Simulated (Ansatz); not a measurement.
A series in volume scale on Cu

All results are calculated (Ansatz 0.2.0). Free energy against uniform scaling of the volume at fixed shape and fractions; periodic cell, basis, potentials, k mesh and filling as listed.

The cell before it is scaled or strained (space group P6_3/mmc, No. 194):
```
cell vectors (Å)
   2.5425     0.0000     0.0000
  -1.2713     2.2019     0.0000
   0.0000     0.0000     4.1262
atoms (fractions of the cell vectors)
Cu  0.33333  0.66667  0.25000
Cu  0.66667  0.33333  0.75000
```

Settings of every row: functional LDA; dispersion none; potentials PAW; wave cutoff 500 eV; density cutoff 2000 eV; k mesh 13x13x7; k shift 0x0x0; occupations fermi dirac; smearing width 0.1 eV; spin none.

Limits: coarse k mesh, up to 40 meV an atom off; the cell comes from a prototype or a list of computed structures and needn't be the stable phase.

| row | volume scale | V (Å³/atom) | energy above lowest point (meV/atom) |
| --- | --- | --- | --- |
| 1 | 0.9406 | 10.864 | 0 |
| 2 | 0.9703 | 11.207 | 5.1 |
| 3 | 1 | 11.55 | 21 |
| 4 | 1.0297 | 11.893 | ? |
| 5 | 1.0594 | 12.236 | 77.6 |

Question: what energy above lowest point should row 4 give?

Worked fit of energy above lowest point. Take u = (V_r/V)^(2/3) − 1 with V_r = 11.379 Å³ an atom, which is twice the finite (Eulerian) strain; such expansions in the strain, on which the Birch-Murnaghan equation of state is built, carry the rest volume and the bulk modulus. The shown rows have u = 0.03136, 0.01021, -0.00989, -0.04726. Least squares give energy above lowest point = 11.89 − 783.6 × u + 12848 × u² meV/atom; a straight line predicts inner rows, each left out in turn, worse (root mean square 12 against 0.26 meV/atom). The rows lie off it by 0.0, -0.1, 0.1, 0.0. Its lowest point lies at u = 0.0305, or V = 10.88 Å³ an atom, and the curvature there gives the bulk modulus at fixed shape and fractions, B = (4/9)(1 + u)² E″(u)/V = 179 GPa. Letting shape and atoms relax would as a rule lower it, by much in layered, chain or molecular crystals. The withheld row has u = -0.02902, so the fit gives 11.89 − 783.6 × (-0.02902) + 12848 × (-0.02902)² = 45.5 meV/atom.

The calculation gave 45.6 meV/atom. The fit lies 0.1 meV/atom (0.13 % of the column's range) below it, one unit of the last digit.
